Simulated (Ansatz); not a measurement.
A series in volume scale on WC

All results are calculated (Ansatz 0.2.0). Free energy against uniform scaling of the volume at fixed shape and fractions; periodic cell, basis, potentials, k mesh and filling as listed.

The cell before it is scaled or strained (space group P-6m2, No. 187):
```
CELL_PARAMETERS angstrom
2.90650 0.00000 0.00000
-1.45330 2.51710 0.00000
0.00000 0.00000 2.83660
ATOMIC_POSITIONS crystal
W 0.00000 0.00000 0.00000
C 0.66667 0.33333 0.50000
```

Settings of every row: functional PBE; dispersion none; potentials PAW; wave cutoff 500 eV; density cutoff 2000 eV; k mesh 11x11x9; k shift 0x0x0; occupations cold; smearing width 0.1 eV; spin none; SCF threshold exponent -7.

Limits: coarse k mesh, up to 40 meV an atom off; stress loosely converged; no spin-orbit coupling, which can matter with elements this heavy.

```
row  volume scale  V (Å³/atom)  energy above lowest point (meV/atom)  pressure (GPa)
  1          0.92        9.546                                 126.8           46.01
  2        0.9467        9.823                                    61            30.6
  3        0.9733       10.099                                     ?               ?
  4             1       10.376                                   0.6            5.54
  5        1.0267       10.653                                     0           -4.63
  6        1.0533       10.929                                  15.8           -13.5
  7          1.08       11.206                                    46          -21.23
```

Question: what energy above lowest point and pressure should row 3 give?

Worked fit of energy above lowest point. Take u = (V_r/V)^(2/3) − 1 with V_r = 10.514 Å³ an atom, which is twice the finite (Eulerian) strain; such expansions in the strain, on which the Birch-Murnaghan equation of state is built, carry the rest volume and the bulk modulus. The shown rows have u = 0.06651, 0.04636, 0.00885, -0.00872, -0.02548, -0.0416. Least squares give energy above lowest point = −1.9 + 31.1 × u + 28504 × u² + 1858 × u³ meV/atom; a parabola predicts inner rows, each left out in turn, worse (root mean square 0.091 against 0.028 meV/atom). All shown rows lie on it to the printed digit. Its lowest point lies at u = -0.0005, or V = 10.52 Å³ an atom, and the curvature there gives the bulk modulus at fixed shape and fractions, B = (4/9)(1 + u)² E″(u)/V = 385 GPa. Letting shape and atoms relax would as a rule lower it, by much in layered, chain or molecular crystals. The withheld row has u = 0.02721, so the fit gives −1.9 + 31.1 × (0.02721) + 28504 × (0.02721)² + 1858 × (0.02721)³ = 20.1 meV/atom.

The calculation gave 20 meV/atom. The fit lies 0.1 meV/atom (0.079 % of the column's range) above it, one unit of the last digit.

Worked fit of pressure. Take u = (V_r/V)^(2/3) − 1 with V_r = 10.514 Å³ an atom, which is twice the finite (Eulerian) strain; such expansions in the strain, on which the Birch-Murnaghan equation of state is built, carry the rest volume and the bulk modulus. The shown rows have u = 0.06651, 0.04636, 0.00885, -0.00872, -0.02548, -0.0416. Least squares give pressure = 0.296 + 579.66 × u + 1542.3 × u² + 1154 × u³ GPa; a parabola predicts inner rows, each left out in turn, worse (root mean square 0.059 against 0.016 GPa). The rows lie off it by 0.00, 0.00, -0.01, 0.01, -0.01, 0.00. The pressure vanishes at u = -0.0005, or V = 10.52 Å³ an atom, and there the bulk modulus at fixed shape and fractions is B = −V dP/dV = (2/3)(1 + u) dP/du = 385 GPa. Letting shape and atoms relax would as a rule lower it, by much in layered, chain or molecular crystals. The withheld row has u = 0.02721, so the fit gives 0.296 + 579.66 × (0.02721) + 1542.3 × (0.02721)² + 1154 × (0.02721)³ = 17.23 GPa.

The calculation gave 17.2 GPa. The fit lies 0.03 GPa (0.045 % of the column's range) above it; its largest miss of a shown row is 0.01 GPa.
